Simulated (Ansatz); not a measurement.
**Which functional gives which lattice for NaF?**

Starting cell:

Space group Fm-3m (No. 225). a = 4.647 Å, b = 4.647 Å, c = 4.647 Å, α = 90.00°, β = 90.00°, γ = 90.00°
```
atom  site  symmetry       x       y       z
  Na    4a      m-3m  0.0000  0.0000  0.0000
   F    4b      m-3m  0.5000  0.0000  0.0000
```

Ansatz, plane waves and PAW, scalar-relativistic (no spin–orbit coupling), 8×8×8 k-mesh. No spin polarisation. In the setting of the table the starting cell (space group Fm-3m) has 3.286 × 3.286 × 3.286 Å, angles 60.0 / 60.0 / 60.0°. Each functional was followed to zero pressure by scaling the cell, shape and atoms held, then fitted over four more volumes within ±4 % of it.

Task: What cell, stiffness and gap does each give?

Result: 
```csv
functional,V0 (Å³/atom),cell,B0 (GPa),B′ from the pressures,gap on the mesh,cutoff (eV)
PBE + D4,12.81,"3.308 × 3.308 × 3.308 Å, angles 60.0 / 60.0 / 60.0°",46,4.6,6.16 eV,420
r2SCAN + rVV10,11.94,"3.232 × 3.232 × 3.232 Å, angles 60.0 / 60.0 / 60.0°",57,4.7,7.29 eV,500
PBE + D3(BJ),12.40,"3.273 × 3.273 × 3.273 Å, angles 60.0 / 60.0 / 60.0°",50,4.6,6.34 eV,420
mr2SCAN,12.12,"3.249 × 3.249 × 3.249 Å, angles 60.0 / 60.0 / 60.0°",55,4.7,7.28 eV,500
RPBE + D4,13.57,"3.374 × 3.374 × 3.374 Å, angles 60.0 / 60.0 / 60.0°",40,4.4,6.18 eV,420
```

The volumes span 13.6 %, from r2SCAN + rVV10 to RPBE + D4, and the stiffness falls as the cell grows.

Caveats: gaps at these levels are rough, and mostly too small.

Points behind the fit for mr2SCAN:

| V (Å³/atom) | E − Emin (meV/atom) | P (GPa) |
| --- | --- | --- |
| 11.637 | 3.58 | 2.45 |
| 11.879 | 0.86 | 1.16 |
| 12.122 | 0.00 | 0.01 |
| 12.364 | 0.77 | -1.02 |
| 12.606 | 3.04 | -1.94 |

NaF is held together by the Coulomb attraction between Na⁺ and F⁻ and kept apart by the overlap repulsion of their closed shells. That repulsion steepens rapidly as the ions approach, which is why the bulk modulus rises from 40 GPa in the largest cell to 57 GPa in the smallest, with no exception among the five rows. The dispersion term matters even in so ionic a solid: with PBE, going from D3(BJ) to D4 expands the volume from 12.40 to 12.81 Å³/atom, probably because D4 responds to charge and assigns the compact, weakly polarisable Na⁺ less attraction.

The gap, between filled F 2p states and a conduction band of largely s character, does not follow volume as strictly. RPBE + D4 has a slightly wider gap than PBE + D4 despite its larger cell, and the step from PBE + D3(BJ) to mr2SCAN is large for a small contraction, so compression alone is unlikely to explain it. Uniform scaling leaves resistance to shear untested.
